## Question

A crystal of cobalt is held in the simple cubic structure and its volume is changed in steps. One calculation lets the electrons keep a ferromagnetic moment; the other forces up and down spins to be equal. The volume scale $s$ is the volume divided by the relaxed volume of the same calculation.

Co in the simple cubic structure, functional BLYP. The relaxed cell is scaled uniformly; the pressure is that at the smearing used in each calculation, so it holds the electronic entropy term and differs a little from the slope of the energy; pressure is positive in compression; each group of columns is one relaxed cell. Ansatz 0.2.0, plane-wave PAW, scalar-relativistic, Fermi-Dirac smearing.

```csv
volume scale,"pressure, ferromagnetic start (GPa)","largest site moment, ferromagnetic start (μB)","pressure, non-magnetic start (GPa)"
0.88,19.60,1.64,27.35
0.92,11.51,1.74,16.09
0.96,5.33,1.84,7.16
1,-0.17,1.88,0.06
1.04,-4.86,1.91,-5.57
1.08,?,?,?
1.12,?,?,?
```

Predict the site moment and both pressures at $s=1.08$ and $s=1.12$. Give a range for each prediction and the physical reason behind it.

## Model answer

**The moment.** Consider first the limit of strong compression. The atoms' d orbitals overlap strongly and form a wide band, and aligning spins means lifting electrons to much higher levels in that band. The cost exceeds the gain from exchange, and the moment dies. Expansion narrows the band, lowers the cost and lets the moment grow.

This growth meets a limit of its own. Once the d states of the majority spin are nearly full, few electrons can still change sides, and further narrowing of the band adds little. The known rows look like an approach to this state: the moment gains about 0.2 μB over the first two steps together, but only 0.07 μB over the next two. That a filling majority band is the cause is argued from theory here, since the moments alone don't reveal which states are occupied.

For the nearly full band, a simple law is enough. The coupling between d orbitals on neighbouring atoms falls roughly as the fifth power of their distance, so the band width falls as $s^{-5/3}$. If the small remaining change of the moment $m$ is proportional to the width, then $m=a-b\,s^{-5/3}$. The constants come from the three known rows from $s=0.96$ upwards, because the larger steps below suggest a band that still has room.

The fit gives $a=2.402$ μB and $b=0.5245$ μB. At $s=1.08$, a row outside the fit, $s^{-5/3}=0.880$, and so $m=2.402-0.5245\times0.880=1.94$ μB. The constant $a$ shouldn't be read as the moment of a free atom, which lies far beyond the range of the law.

**The pressures.** Here the useful limit is the opposite one. A stretched crystal pulls inward, which the table counts as negative pressure, but atoms moved far apart no longer pull at all. The pull must therefore grow ever more slowly with stretching and at last fade. The known pressures already show the slowing, since each step is smaller than the one before in both calculations.

The third-order Birch-Murnaghan equation describes such a curve. It writes the energy as a cubic polynomial in $s^{-2/3}$, and the slope of that energy gives the pressure as a sum of terms in $s^{-5/3}$, $s^{-7/3}$ and $s^{-3}$. Three constants are fitted to the five known pressures of each calculation. The non-magnetic points follow the curve closely, the ferromagnetic ones less well, so the latter get wider ranges.

The forecasts are the models' own values. Their ranges are judged, not statistical, and widen with the distance from the known rows.

- Site moment: still rising, but slowly, to 1.94 ± 0.03 and then 1.97 ± 0.05 μB, with no jump or collapse.
- Ferromagnetic pressure: −8.6 ± 0.4 and then −11.8 ± 1.0 GPa.
- Non-magnetic pressure: −10.1 ± 0.3 and then −13.6 ± 0.8 GPa.

## Computed values

The withheld rows as computed:

```csv
volume scale,"pressure, ferromagnetic start (GPa)","largest site moment, ferromagnetic start (μB)","pressure, non-magnetic start (GPa)"
1.08,-8.55,1.93,-10.03
1.12,-11.48,1.95,-13.56
```

## Remarks on the reasoning

All six values lie inside their ranges. The moment rises slightly less than forecast: the model is too high by 0.01 μB at the first new row and by 0.02 μB at the second. With moments stated to 0.01 μB, such differences are too small to deserve a cause of their own.

The decisive step was to decide which known rows should speak for the stretched crystal. The same law drawn through all five rows predicts 1.98 and 2.03 μB, which is too high by 0.05 and 0.08 μB. It carries the rapid growth of the compressed crystal into a region where that growth has ended. The choice of rows was made after looking at the steps, so the success shows that the growth stays slow, but not that a nearly full band is the cause.

The chosen law has a price at the other end. At $s=0.88$ it gives 1.75 μB, while the calculation finds 1.64 μB. A law for a nearly full band should overestimate the moment where the band has emptied somewhat, and it does. It is thus a rule for the relaxed and stretched crystal only.

The pressure forecasts err in one direction: the computed pull is a little weaker than predicted in all four cases. The largest miss is 0.3 GPa, about 3 % of the computed pressure, for the ferromagnetic crystal at $s=1.12$. A possible reason is that its moment changes quickly under compression and slowly under tension, so that one smooth curve doesn't suit both regions. The non-magnetic crystal, which has no moment to change, follows its curve much better, and this supports the reason without proving it. Random noise in the pressures is a less likely cause, since they agree closely with the slope of the free energies from the same runs.

It is tempting to compare the two pressure columns row by row and conclude that magnetism barely matters near $s=1$, where both are close to zero. But each scale starts from its own relaxed volume, 13.44 Å³ an atom with magnetism and 12.50 Å³ without. At 12.50 Å³ the non-magnetic crystal is at rest, while the ferromagnetic one, by interpolation, pushes outward with about 10 GPa. Magnetism makes this crystal larger.

The likely reason, argued from theory and not tested here, is the one that governs the moment. Aligned spins cost less in a narrow band, and expansion narrows the band, so a magnetic crystal lowers its energy by taking more room. The new rows allow a second look, because the non-magnetic crystal at $s=1.08$ has a volume of $1.08\times12.50=13.50$ Å³, almost that of the relaxed ferromagnet. There it pulls inward with 10 GPa while the ferromagnet is nearly at rest, so the magnetic push is of similar size at both volumes.

The smearing alone makes the size of this push uncertain by up to about 1 GPa, since it differs between the two calculations and enters the pressure. The absolute pressures also carry the error of atomic datasets made for another functional, and they belong to a structure that cobalt doesn't adopt by itself. BLYP adds an error of its own: its correlation part doesn't reproduce the uniform electron gas, and it tends to make transition metals too large. The printed output below lists the fits, the ranges and every miss.

Output of the analysis:

```
Moment steps between neighbouring scales, 0.88 to 1.04 (muB): 0.1, 0.1, 0.04, 0.03
Ferromagnetic pressure steps, 0.88 to 1.04 (GPa): -8.09, -6.18, -5.5, -4.69
Non-magnetic pressure steps, 0.88 to 1.04 (GPa): -11.26, -8.93, -7.1, -5.63
fit of moment_ferromagnetic_start on 3 rows (x > 0.95): constant 2.402 +/- 0.027, coefficient of w -0.5245 +/- 0.027; rms 0.00148, worst 1.0 -0.00209, leave-one-out rms 0.00545
  rows outside the fit (model, value, miss): 0.88 1.753, 1.64, 0.113; 0.92 1.8, 1.74, 0.0597; 1.08 1.941, 1.93, 0.011; 1.12 1.968, 1.95, 0.0182
fit of moment_ferromagnetic_start on 5 rows: constant 2.791 +/- 0.11, coefficient of w -0.9168 +/- 0.1; rms 0.0186, worst 0.96 -0.0304, leave-one-out rms 0.0352
  rows outside the fit (model, value, miss): 1.08 1.985, 1.93, 0.0545; 1.12 2.032, 1.95, 0.082
fit of pressure_ferromagnetic_start on 5 rows: coefficient of w -263.8 +/- 62, coefficient of b7 340.2 +/- 119, coefficient of b9 -76.63 +/- 58; rms 0.121, worst 0.92 0.204, leave-one-out rms 0.518
  rows outside the fit (model, value, miss): 1.08 -8.603, -8.55, -0.0529; 1.12 -11.8, -11.48, -0.315
fit of pressure_non_magnetic_start on 5 rows: coefficient of w -110.2 +/- 2.5, coefficient of b7 -15.91 +/- 4.8, coefficient of b9 126.2 +/- 2.3; rms 0.00483, worst 1.0 0.00809, leave-one-out rms 0.0197
  rows outside the fit (model, value, miss): 1.08 -10.07, -10.03, -0.0358; 1.12 -13.64, -13.56, -0.0769
Moment forecast, lower ends at 1.08 and 1.12 (muB): 1.911, 1.918
Moment forecast, upper ends at 1.08 and 1.12 (muB): 1.971, 2.018
Ferromagnetic pressure forecast, lower ends (GPa): -9.003, -12.8
Ferromagnetic pressure forecast, upper ends (GPa): -8.203, -10.8
Non-magnetic pressure forecast, lower ends (GPa): -10.37, -14.44
Non-magnetic pressure forecast, upper ends (GPa): -9.766, -12.84
Ferromagnetic pressure interpolated at 12.50 A^3 an atom (GPa): 9.956
Ferromagnetic less non-magnetic pressure at 12.50 A^3 (GPa): 9.896
```
